**Conventions.** Unpolarised gas of density $n$ at $T=0$, Gaussian units, $a_0=\hbar^2/me^2$, $v_q=4\pi e^2/q^2$, $\epsilon_q=\hbar^2q^2/2m$. Pair functions tend to 1 at large $r$, $g=(g_{\uparrow\uparrow}+g_{\uparrow\downarrow})/2$, and $S(q)-1=n\int d^3r\,[g(r)-1]e^{-i\mathbf q\cdot\mathbf r}$. The local field is defined by $\chi=\chi_0/[1-v_q(1-G)\chi_0]$ with the Lindhard $\chi_0$.

### The attempt (wrong: line W1 is false)

**W1.** Near contact $\psi=\psi_0(1+\kappa r)$ and $\nabla^2r=2/r$. Cancelling the $1/r$ terms of $-\frac{\hbar^2}{2m}\nabla^2\psi+\frac{e^2}{r}\psi$ gives $\kappa=1/a_0$, so $g\propto|\psi|^2$ has $g'(0)=2g(0)/a_0$.

**W2.** The transform of $r\,e^{-\eta r}$ is $\frac{4\pi}{q}\,\mathrm{Im}\frac{2}{(\eta-iq)^3}\to-8\pi/q^4$. Hence $1-S\to8\pi n\,g'(0)/q^4$.

**W3.** On the imaginary energy axis $S=-\frac{1}{\pi n}\int_0^\infty du\,\chi(q,iu)$, and
$$\chi_0=-2n\Big\langle\frac{\Delta}{\Delta^2+u^2}\Big\rangle,\qquad \Delta=\epsilon_{\mathbf k+\mathbf q}-\epsilon_{\mathbf k},$$
averaged over the Fermi sphere. For $q>2k_F$ every $\Delta$ is positive and $\chi_0$ alone gives $S=1$. The next term is $v_q(1-G)\chi_0^2$. A frequency-independent $G$ leaves the integral, and $\int_0^\infty\frac{\Delta_1\Delta_2\,du}{(\Delta_1^2+u^2)(\Delta_2^2+u^2)}=\frac{\pi}{2(\Delta_1+\Delta_2)}$, so
$$1-S\to 2n v_q(1-G)\Big\langle\frac{1}{\Delta_1+\Delta_2}\Big\rangle\to\frac{nv_q(1-G)}{\epsilon_q}=\frac{8\pi n(1-G)}{a_0q^4}.$$

**W4.** Equating W2 and W3 gives $1-G(\infty)=a_0g'(0)$, and with W1 the wrong answer $G(\infty)=1-2g(0)$.

### Margin: the symptom

Repeat W2 and W3 for antiparallel spins, with $S_{ss'}=\delta_{ss'}+\frac n2\int d^3r\,(g_{ss'}-1)e^{-i\mathbf q\cdot\mathbf r}$ and $\chi_{\uparrow\downarrow}\simeq v_q(1-G_{\uparrow\downarrow})(\chi_0/2)^2$. The result is $1-G_{\uparrow\downarrow}(\infty)=a_0g'_{\uparrow\downarrow}(0)$. To first order in $e^2$ the only term linking opposite spins is $\chi_{0\uparrow}v_q\chi_{0\downarrow}$, since exchange and self-energy insertions stay within one spin. So $G_{\uparrow\downarrow}\to0$ as $r_s\to0$, where $g_{\uparrow\downarrow}(0)\to1$. W1 gives $1-2=-1$ instead, an interaction doubled without cause. In the spin average it gives $G(\infty)=0$, as if the bare RPA tail were exact, although half of the partners cannot reach contact.

### Margin: the faulty line

Both electrons move. On a function of $\mathbf r=\mathbf r_1-\mathbf r_2$,
$$-\frac{\hbar^2}{2m}(\nabla_1^2+\nabla_2^2)=-\frac{\hbar^2}{m}\nabla_r^2=-\frac{\hbar^2}{2\mu}\nabla_r^2,\qquad\mu=\frac m2 .$$
W1 used $m$, which holds for a fixed scatterer such as a nucleus. W3 already contained the right mass: its denominator $\Delta_1+\Delta_2\to2\epsilon_q=\hbar^2q^2/2\mu$ is the energy of two recoiling electrons.

### Margin: the mended calculation

Now $\kappa=\mu e^2/\hbar^2=1/2a_0$, so $g'_{\uparrow\downarrow}(0)=g_{\uparrow\downarrow}(0)/a_0$. Since $g_{\uparrow\uparrow}\propto r^2$ has neither value nor slope at contact, the average obeys $g'(0)=g(0)/a_0$ (Kimball, 1973). W2 and W3 stand, and
$$1-S\to\frac{8\pi n\,g(0)}{a_0q^4}=\frac{8\,g(0)}{3\pi k_Fa_0}\Big(\frac{k_F}{q}\Big)^4,\qquad G(\infty)=1-g(0).$$
For $r_s\to0$ this gives $G_{\uparrow\downarrow}=0$ and $G=1/2$.

### Margin: the STLS functional

Singwi, Tosi, Land and Sjölander (1968) set $G(q)=-\frac1n\int\frac{d^3k}{(2\pi)^3}\frac{\mathbf q\cdot\mathbf k}{k^2}[S(|\mathbf q-\mathbf k|)-1]$. The transform of $\mathbf q\cdot\mathbf k/k^2$ is $i\,\mathbf q\cdot\hat{\mathbf r}/4\pi r^2$, and the angular average leaves
$$G(q)=-q\int_0^\infty dr\,[g(r)-1]\,j_1(qr).$$
With $\int_0^\infty j_1\,dx=1$ and $\int_0^\infty x\,j_1\,dx=\pi/2$ (with a convergence factor),
$$G(q)=1-g(0)-\frac{\pi g'(0)}{2q}+\dots$$
The same closure applied to each $g_{ss'}$ gives $G_{ss'}\to1-g_{ss'}(0)$, so $G_{\uparrow\uparrow}\to1$, and $G=(G_{\uparrow\uparrow}+G_{\uparrow\downarrow})/2\to1-g(0)$. No mass enters this limit. Combined with $1-G(\infty)=a_0g'(0)$, it shows that a self-consistent STLS solution obeys the true cusp relation between its own $g'(0)$ and $g(0)$, and contradicts W1.

### Margin: frequency-independent is not zero-frequency

The limit belongs to the $G$ that reproduces $S(q)$, an average of $G(q,iu)$ over $u\sim\epsilon_q$. It is not $G(q,0)$. Correlation raises the kinetic energy per electron by $\delta t$. Expanding $\Delta/(\Delta^2+u^2)$ to second order in $\hbar^2\mathbf q\cdot\mathbf k/m$, whose mean square changes by $\frac43\epsilon_q\,\delta t$, gives $\delta\chi(q,0)=-8n\,\delta t/3\epsilon_q^2$, that is $G(q,0)\simeq\delta t\,q^2/6\pi ne^2$, which grows without bound. This term drops out of $S$ because $\int_0^\infty\Delta\,du/(\Delta^2+u^2)=\pi/2$ for every $\Delta>0$.

### Margin: size of the error

Take jellium at $r_s=1.87$ for beryllium and, beside it, the typical $r_s=2.07$ of aluminium wiring, with $k_Fa_0=(9\pi/4)^{1/3}/r_s$. As input use Overhauser's approximate $g(0)=32/(8+3r_s)^2$. Yasuhara's approximate ladder form $\frac18[z/I_1(z)]^2$, with $z^2=16(4/9\pi)^{1/3}r_s/\pi$, gives 0.161 at $r_s=1.87$, so the third figure below only carries the arithmetic.

| | Be | Al |
|---|---|---|
| $k_Fa_0$ | 1.026 | 0.927 |
| $g(0)$ | 0.173 | 0.158 |
| $G(\infty)=1-g(0)$ | 0.827 | 0.842 |
| wrong, $1-2g(0)$ | 0.654 | 0.684 |
| relative error of $G(\infty)$ | $-21\,\%$ | $-19\,\%$ |
| $8/3\pi k_Fa_0$ | 0.827 | 0.916 |
| $10^3(1-S)$, asymptote at $3k_F$ | 1.8 | 1.8 |
| wrong | 3.5 | 3.6 |

The error in $G(\infty)$ is $-g(0)$ and looks mild. The observable depends on $1-G$, where the error is a factor of 2 at any density: a predicted tail is doubled, and a $g(0)$ read from a tail is halved.

### Margin: what $q=3k_F$ can show

For the beryllium model $3k_F=3.08\,a_0^{-1}=5.8$ Å$^{-1}$, and this is not yet the asymptotic region. The factor $\langle2\epsilon_q/(\Delta_1+\Delta_2)\rangle=1+\frac25(k_F/q)^2+\dots$ equals 1.05. The cusp side has $q^{-6}$ terms of relative order $(k_F/q)^2=0.11$. The STLS term $\pi g(0)/2qa_0=0.09$ is about half the shift made by the slip, and multiplies $1-G$ by 1.51. A comparison of curves at $3k_F$ is therefore a poor detector of the slip, and the weak-coupling limit is a clean one.

Inelastic x-ray scattering yields $S(q)$ as the energy integral of $S(q,\omega)$ over all electrons. With $E_F=14.3$ eV the valence recoil peak lies at $9E_F=129$ eV, above the Be K edge, typically near 112 eV, so core and valence spectra overlap. A hydrogenic $1s^2$ core with $\zeta=4-5/16=3.69$ has form factor $f=(1+q^2a_0^2/4\zeta^2)^{-2}=0.73$ and inelastic weight $1-f^2$ per electron. Its deficit $f^2=0.53$ exceeds the valence tail $1.8\times10^{-3}$ by about $3\times10^2$, there being two core and two valence electrons per atom. The tabulated tail is the jellium model's number: it falls short of the all-electron deficit of beryllium by this factor, and it can be tested only after the core is subtracted to a few parts in a thousand.